**Q:** I have the band structure of silicon along a path of wave vectors, but rows 21 and 22 at the end are blank. Can the other rows tell me what belongs there?

Ansatz 0.2.0; functional r2SCAN, dispersion none, spin none, wave cutoff 500 eV, k mesh 12x12x12, occupations gaussian, smearing width 0.02 eV, spin channel both.

```csv
row,band distance (1/Å),level b3 from the Fermi level (eV),level b2 from the Fermi level (eV),level b1 from the Fermi level (eV),level a1 from the Fermi level (eV),level a2 from the Fermi level (eV)
1,0.000,-0.397,-0.397,-0.397,2.337,2.337
2,0.328,-2.060,-1.402,-1.402,1.678,3.802
3,0.656,-4.690,-2.613,-2.613,0.744,2.508
4,0.985,-7.294,-3.272,-3.272,0.400,0.943
5,1.207,-8.479,-3.428,-3.346,0.559,0.660
6,1.323,-8.379,-3.881,-3.272,0.643,1.429
7,1.439,-8.178,-4.419,-3.127,0.809,2.628
8,1.555,-7.878,-4.794,-2.914,1.051,4.044
9,1.816,-6.843,-4.714,-2.233,1.822,5.562
10,2.164,-4.727,-3.244,-1.169,2.817,3.655
11,2.512,-1.940,-1.227,-0.514,2.580,2.747
12,2.845,-0.591,-0.427,-0.427,2.380,2.380
13,3.129,-3.067,-0.914,-0.914,2.150,3.074
14,3.413,-5.693,-1.412,-1.412,1.652,3.356
15,3.697,-7.465,-1.643,-1.643,1.405,3.194
16,3.942,-7.520,-2.387,-1.844,2.012,3.061
17,4.175,-7.399,-3.930,-2.624,2.936,3.010
18,4.407,-7.685,-4.627,-3.669,3.532,3.841
19,4.622,-8.332,-4.327,-4.327,3.992,3.992
20,4.786,-8.379,-4.102,-4.102,2.500,2.500
21,?,?,?,?,?,?
22,?,?,?,?,?,?
```

**A:** They can, once we know where the two rows lie. Levels a1 and a2 are the two lowest empty ones; b1, b2 and b3 are the highest filled ones, counted downwards. The path ends by running from W to X in 14 steps. Row 20 is nine steps short of X, row 21 five steps and row 22 one.

**Q:** Then why not draw a line through rows 19 and 20 and carry on?

**A:** Because along this line the levels must arrive flat at X, the two directions away from X being equivalent, and a straight line would miss that. Better information comes from rows 5 and 6, which lie close to X on another line, the one towards U. There a1 and a2 are split, while in rows 19 and 20 they coincide, and so do b1 and b2.

The pairing on W–X is imposed by the diamond lattice. Some of its symmetry operations combine a reflection or rotation with a shift by a fraction of the cell. On this line two of them give opposite signs when applied in opposite order, so a single state cannot satisfy both and levels come in twos. I therefore expect a1 = a2 and b1 = b2 in both blank rows.

**Q:** But if the levels split towards U, how can those rows help with a line where they don't?

**A:** Through their averages. Near X the splitting is proportional to the product of the two sideways components of the wave vector. Towards W one component is zero, so the splitting vanishes, while the average of the pair changes in the same way on both lines. This holds only close to X. Already in row 6 the splitting of a1 and a2 is 7.8 times that in row 5, where the simple rule gives 9. That is why I use rows 5 and 6 but not rows 7 and 8.

**Q:** What makes the levels move at all?

**A:** Going from X towards W, the empty pair climbs steeply while the filled pair b1–b2 sinks. A gain in kinetic energy alone would lift both. Opposite motion is what two groups of levels do when they repel each other, and standard band theory supplies the reason.

At X itself the two pairs are independent. A sideways change of wave vector mixes them, and the mixing grows in proportion to the distance from X. Mixing pushes the upper pair up and the lower pair down, the more strongly the closer they were to begin with. Close to X the push grows as the square of the distance; farther out it grows more slowly than that square, because the pairs have already moved apart.

**Q:** Can you turn that into numbers?

**A:** Let $q$ be the distance from X, $M$ the midpoint between the two pairs and $H$ half their separation at X. If the mixing has strength $Pq$, the standard result for two coupled levels is

$$E_\pm = M \pm \sqrt{H^2 + P^2q^2}, \qquad M = M_0 + Aq^2 .$$

The term $Aq^2$ holds the kinetic energy and whatever push from other levels the two pairs share; any difference in that push is neglected. On W–X both the midpoint and the squared half-separation should thus be straight lines in $q^2$; the averages on the line towards U follow the second line only close to X. I fitted these two lines to rows 5, 6 and 20, and left out row 19 because I expect further levels to come close near W.

Take row 21, which was not part of the fit. The segment is 0.574 Å⁻¹ long, so $q = 0.574 \times 5/14 = 0.205$ Å⁻¹ and $q^2 = 0.042$ Å⁻². The midpoint is $-1.404 + 4.42 \times 0.042 = -1.218$ eV. The half-separation is $\sqrt{3.78 + 52.1 \times 0.042} = 2.44$ eV, which puts the pairs at 1.23 and −3.66 eV.

**Q:** And the deep level b3?

**A:** It hardly moves on this line. Rows 5 and 6 stand at $q^2$ in the ratio 1 to 9, so going back to X takes one eighth of the step between them: $-8.479 - 0.100/8 = -8.49$ eV. One cosine, flat at both X and W, joins that value to rows 19 and 20.

**Q:** Then commit yourself, with error bars.

**A:** For row 21 I expect a1 = a2 at 1.23 ± 0.05 eV, b1 = b2 at −3.66 ± 0.05 eV and b3 at −8.45 ± 0.02 eV.

For row 22 I expect a1 = a2 at 0.57 ± 0.03 eV, b1 = b2 at −3.36 ± 0.03 eV and b3 at −8.49 ± 0.02 eV. The lowest empty level should thus stay above the valley of row 4. The bars are my judgement of how far the simple picture can be trusted between known rows.

**Q:** Here are the computed values.

The withheld rows as computed:

```csv
row,band distance (1/Å),level b3 from the Fermi level (eV),level b2 from the Fermi level (eV),level b1 from the Fermi level (eV),level a1 from the Fermi level (eV),level a2 from the Fermi level (eV)
21,4.950,-8.449,-3.687,-3.687,1.248,1.248
22,5.114,-8.490,-3.372,-3.372,0.580,0.580
```

**A:** All of them fall within the bars, and the pairs coincide to the last printed digit. The misses still have a pattern: the two pairs lie slightly farther apart than I said. In row 21 the empty pair is 0.02 eV higher and the filled pair 0.02 to 0.03 eV lower than forecast. In row 22 both shifts are down to about 0.01 eV.

**Q:** So where does the picture give way?

**A:** Mainly in the separation, since the midpoint is right to 0.002 eV in both forecast rows. With all four rows on W–X in hand, the squared half-separation gains less and less per unit of $q^2$ on the way to W. A likely source is the unequal push I neglected: the deep pair to which b3 belongs lifts the filled pair and so narrows the separation, and b3 itself is held nearly flat. A straight line across such a bowed curve runs too low in between, which is where row 21 sits. Row 6, on the line towards U, lies below the fitted line and pulls it down a little, which accounts for the small miss in row 22. It lies low because on that line the mixing is not shared. From row 5 to row 6 the distance a1 − b1 goes only from 3.905 to 3.915 eV, while a2 − b2 opens from 4.088 to 5.310 eV. One pair of partners takes all the repulsion and leaves the square law sooner, which also brings the splitting ratio down from 9 to about 7.8. In row 19 the model errs the other way and puts the empty pair 0.18 eV too high. Further levels crowding in near W would do this, but the table does not test that cause.

**Q:** Would a plain parabola have done as well?

**A:** No. Drawn through the averages of rows 5 and 20, it gives 1.16 eV for the empty pair in row 21, too low by 0.09 eV, and in row 19 it is 0.61 eV too high. Far from X the empty pair does rise less than a parabola would, as repulsion requires. That agreement alone says little about the mechanism: the parabola uses only two rows, and a curve with an added $q^4$ term through rows 5, 6 and 20 also lands inside my bars. The better evidence is the opposite motion of the two pairs and the untouched distance a1 − b1 towards U. The b3 forecast was an easier test, because that level changes by only 0.16 eV between X and row 19.

**Q:** What can I trust here when comparing with measured silicon?

**A:** The shape of the bands rather than the size of the gap. The lowest empty level in the table is in row 4, on the way from Γ to X, and row 22 lies 0.18 eV above it. Conduction electrons therefore collect in that valley, not at X. The gap of 0.794 eV, found on the k mesh in a cell under a slight tension of 1.3 GPa, is a different matter: experiment gives roughly 1.2 eV at low temperature, and semilocal functionals such as this one usually fall short. My error bars refer to the levels of this calculation, not to measured ones. The fits are printed in full below.

Output of the analysis:

```
fit of mid on 3 rows ((no < 7) | (no > 19)): constant -1.404 +/- 0.00034, coefficient of q2 4.422 +/- 0.0042; rms 0.00024, worst 6 0.000321, leave-one-out rms 0.00161
  rows outside the fit (model, value, miss): 7 -1.032, -1.027, -0.00453; 8 -0.6745, -0.6533, -0.0213; 19 -0.1461, -0.1675, 0.0214; 21 -1.218, -1.22, 0.00167; 22 -1.396, -1.396, -0.000448
fit of half2 on 3 rows ((no < 7) | (no > 19)): constant 3.783 +/- 0.045, coefficient of q2 52.12 +/- 0.56; rms 0.0323, worst 6 0.0432, leave-one-out rms 0.217
  rows outside the fit (model, value, miss): 7 8.169, 7.539, 0.63; 8 12.38, 10.24, 2.13; 19 18.61, 17.3, 1.31; 21 5.976, 6.089, -0.113; 22 3.871, 3.905, -0.0337
fit of deep on 3 rows: constant -8.412 +/- 0.0015, coefficient of cw -0.08029 +/- 0.0018; rms 0.00151, worst 20 0.00206, leave-one-out rms 0.00768
  rows outside the fit (model, value, miss): 21 -8.447, -8.449, 0.00239; 22 -8.49, -8.49, -5.19e-05
Forecast of the a1-a2 pair in rows 21 and 22 (eV): 1.227, 0.571
Computed a1-a2 pair in rows 21 and 22 (eV): 1.248, 0.58
Forecast of the b1-b2 pair in rows 21 and 22 (eV): -3.662, -3.364
Computed b1-b2 pair in rows 21 and 22 (eV): -3.687, -3.372
Largest splitting within either pair in rows 21 and 22 (eV): 0
Row 19, a-pair, repulsion model less computed (eV): 0.1754
Row 19, a-pair, plain parabola less computed (eV): 0.6139
Row 21, a-pair, forecast of the plain parabola (eV): 1.16
Splitting of a1 and a2, row 6 over row 5 (q squared alone gives 9): 7.782
```
